A crystal stores heat in the vibrations of its atoms. Each atom brings three vibrational modes, and a fully active mode takes up one Boltzmann constant, k, of heat per kelvin. The ceiling is therefore 3 k per atom, or about 50 J/(mol K) for a compound with two atoms in its formula. A mode is quantised, however. It reaches half of its full heat capacity when the temperature is about a third of its quantum divided by k, and over nine tenths when the two are equal.

The problem concerns magnesium sulfide in the rocksalt structure, with vibration frequencies from density-functional theory. One set of frequencies, at one fixed volume, serves all ten temperatures. The rows differ only in how strongly the modes are excited, and the curves run smoothly, with no irregular row. The table lists the vibrational entropy S, the vibrational free energy F and the heat capacity at constant volume C, all per atom.

Harmonic vibrational thermodynamics of rocksalt MgS at constant volume, calculated with Ansatz 0.2.0 using the PBE functional, scalar-relativistic PAW and a 420 eV plane-wave cutoff. Phonons are from linear response on a 4×4×4 q mesh, with an 8×8×8 k mesh for the electrons. The free energy includes the zero-point energy.

```tsv
temperature (K)	phonon entropy (kB/atom)	phonon free energy (meV/atom)	phonon heat capacity (kB/atom)
100	0.730	38.4	1.462
200	2.116	26.0	2.440
300	3.170	3.0	2.728
400	3.973	-28.0	2.842
500	4.614	-65.0	2.897
600	5.145	-107.2	2.928
700	5.598	-153.5	2.947
800	5.992	-203.5	2.959
900	6.341	-256.6	2.968
1000	6.654	-312.7	2.974
```

**(a) Why does the heat capacity rise steeply at first and then hardly at all?**

*Solution.* A vibration can accept energy only in whole quanta. When the typical thermal energy kT is much smaller than the quantum, the mode almost always sits in its ground state, and a little extra warmth changes nothing. The mode is frozen. As kT approaches the quantum the mode thaws, and once kT is larger the steps no longer matter and the mode behaves like a classical spring.

Magnesium sulfide has soft and hard modes, and they thaw in that order. Three frequencies from the same calculation show this: a short-wavelength acoustic wave at 125.7 cm⁻¹, and the transverse and longitudinal optical vibrations at 223.7 and 388.8 cm⁻¹. In the optical vibrations magnesium and sulfur move against each other. The longitudinal one is harder because the displaced charges set up an electric field that pulls the ions back.

The heat capacity of a single mode follows from the standard oscillator formula. At 100 K the three modes supply about 0.77, 0.45 and 0.12 k. The soft mode is mostly awake and the hard one is nearly frozen, so the crystal as a whole reaches only about half of its ceiling.

At 300 K even the hardest of the three supplies 0.75 k, and the crystal stands at 91 % of the ceiling. Little is left to thaw, so the curve must flatten. The early steep rise and the late plateau are one process, seen first while many modes are waking and then when few are left.

The approach to the ceiling has a simple form. Write θ for the quantum of a mode divided by k, so that θ is a temperature. For T well above θ, the mean energy of the mode, zero-point energy included, is close to

kT + kθ²/(12T).

The derivative with respect to T gives the heat capacity of the mode. Summed over three modes per atom, with ⟨θ²⟩ the average of θ² over the spectrum, it becomes

C ≈ 3k − k⟨θ²⟩/(4T²).

Doubling the temperature should thus cut the shortfall to a quarter. Between 500 and 1000 K it falls from 0.103 to 0.026 k, a factor of 4.0. Between 100 and 200 K it falls only by a factor of 2.7, because many modes are still frozen there and the formula does not yet apply.

For process work the plateau needs one caution. A real sample at constant pressure expands as it warms, and its measured heat capacity contains the heat that goes with this expansion. It therefore goes on rising when the constant-volume value has levelled off.

**(b) Why does the entropy keep climbing when the heat capacity has stopped, and why does the free energy fall faster and faster?**

*Solution.* Entropy measures over how many states the vibrations are spread. A warm mode is spread over a number of levels roughly proportional to T/θ, and that number grows without end as the temperature rises. A constant heat capacity means that energy enters at a steady rate. It does not mean that the number of occupied levels stands still.

The bookkeeping rule is dS = C dT/T. With C fixed at 3k, equal *ratios* of temperature bring equal gains of entropy, and each doubling adds 3k ln 2, or 2.08 k. From 500 to 1000 K the table gives 2.04 k, slightly less because C is still just below its ceiling. From 100 to 200 K the gain is only 1.39 k, since part of the spectrum is frozen.

This also explains why the entropy curve bends over when plotted against temperature itself. A step of 100 K is a doubling at the start of the table but only a ninth of the temperature near its end. The gain per step accordingly shrinks from 1.39 k to 0.31 k, though the heat capacity has doubled in the meantime.

The free energy is F = U − TS, where U is the vibrational energy. Heating raises U, yet F falls because TS grows faster. At 1000 K, TS is 6.654 × 86.2 meV, about 573 meV per atom. Adding the negative F leaves a U of roughly 260 meV, less than half of TS.

The slope of F against temperature is −S, an exact relation of thermodynamics that is built into the calculation. Since S rises throughout, F must fall ever more steeply. It drops by 12.4 meV between 100 and 200 K and by 56.1 meV between 900 and 1000 K.

The free energy passes through zero near 311 K. There the thermal part has just cancelled the zero-point energy of 40.25 meV per atom with which the curve starts at absolute zero. Nothing happens to the crystal at this temperature. The much larger electronic energy of the solid is not part of F, so the sign of F does not decide whether magnesium sulfide is stable.

**(c) Can the zero-point energy alone predict these curves, and does it matter how the frequencies are spread?**

*Solution.* The zero-point energy is half a quantum for each mode, so it fixes the average frequency. It leaves open whether the modes crowd together or spread widely. Two classic pictures make opposite choices. Einstein's gives every mode the same frequency, while Debye's spreads them from zero up to a sharp cutoff, with the number in each small interval growing as the square of the frequency.

In the Einstein picture the zero-point energy per atom is (3/2)kθ. Setting this equal to 40.25 meV gives θ = 311 K. The zero of F must lie somewhere near this value, though so close an agreement is accidental. In the Debye picture the average is three quarters of the cutoff, so the cutoff temperature θ_D is 415 K. No row of the table was used to set either value, although the zero-point energy comes from the same frequencies as the rows.

The entropy at 1000 K makes a good test. Integrating the heat capacity of part (a), with the classical oscillator supplying the constant, gives

S ≈ 3k[1 + ln T − ⟨ln θ⟩] + k⟨θ²⟩/(8T²).

For Einstein, ln(1000/311.4) = 1.167. The main term is 3 × 2.167 = 6.50 k and the small correction adds 0.01 k. The result is 6.51 k, against 6.65 k in the table.

For Debye, averaging the logarithm over the spectrum gives ⟨ln θ⟩ = ln θ_D − 1/3. With ln(1000/415.2) = 0.879, the main term is 3 × (1 + 0.333 + 0.879) = 6.64 k. The same small correction brings it to 6.65 k, in agreement with the table.

The spread matters because the entropy of a warm mode depends on the logarithm of its frequency. Move one mode down and another up by the same amount: the average stays put, but the soft mode gains more entropy than the hard one loses. A spread spectrum therefore has more entropy than a single frequency with the same zero-point energy. Einstein's picture falls short by 0.14 to 0.16 k in every row.

An almost constant error in entropy becomes a growing error in free energy, since it is multiplied by T. At 1000 K the Einstein value of F is too high by 12 meV per atom, or about 1.2 kJ per mole of atoms. The Debye value is off by only 0.4 meV. The heat capacity hardly separates the two pictures at that temperature, because both are close to the same ceiling.

The table can also be read backwards, since each quantity senses its own average of the spectrum. The entropy at 1000 K yields a geometric mean θ of 297 K, and the zero-point energy an arithmetic mean of 311 K. The shortfall of the heat capacity at 1000 K yields a root-mean-square of 322 K, uncertain by 3 K because of the last printed digit. One frequency would make all three equal, whereas Debye's spectrum reproduces their spacing.

It would be wrong to conclude that the real spectrum has Debye's shape. Only 2.2 % of the calculated modes lie below 100 cm⁻¹, where Debye puts 4.2 %. About 10 % lie above 290 cm⁻¹, where Debye has none. The two shapes differ at both ends: Debye's has more of the softest modes, the real one has a tail of hard modes. The overall widths nevertheless come out alike.

Once the average frequency is fixed, the width is nearly all that counts at the temperatures of the table. Far below 100 K only the softest modes would be awake, and there the shape must show. Having too many of them, the Debye curve with this cutoff should then give too large a heat capacity. This follows from the count of soft modes and not from any row; at 100 K the Debye heat capacity is still 0.02 k too low, so the error must change sign on the way down.

The same reasoning carries over to a related solid. If heavier atoms or weaker bonds halved every frequency, the crystal would have at 150 K the heat capacity and entropy that magnesium sulfide has at 300 K. On the plateau its heat capacity would be the same, but its entropy would be higher by 3k ln 2.

That sensitivity also applies to errors in the frequencies. The density functional used here often makes vibrations slightly too soft. If all frequencies were 3 % too low, the hot entropies would be too high by about 3 × 0.03 = 0.09 k, while the heat capacity on the plateau would barely change.
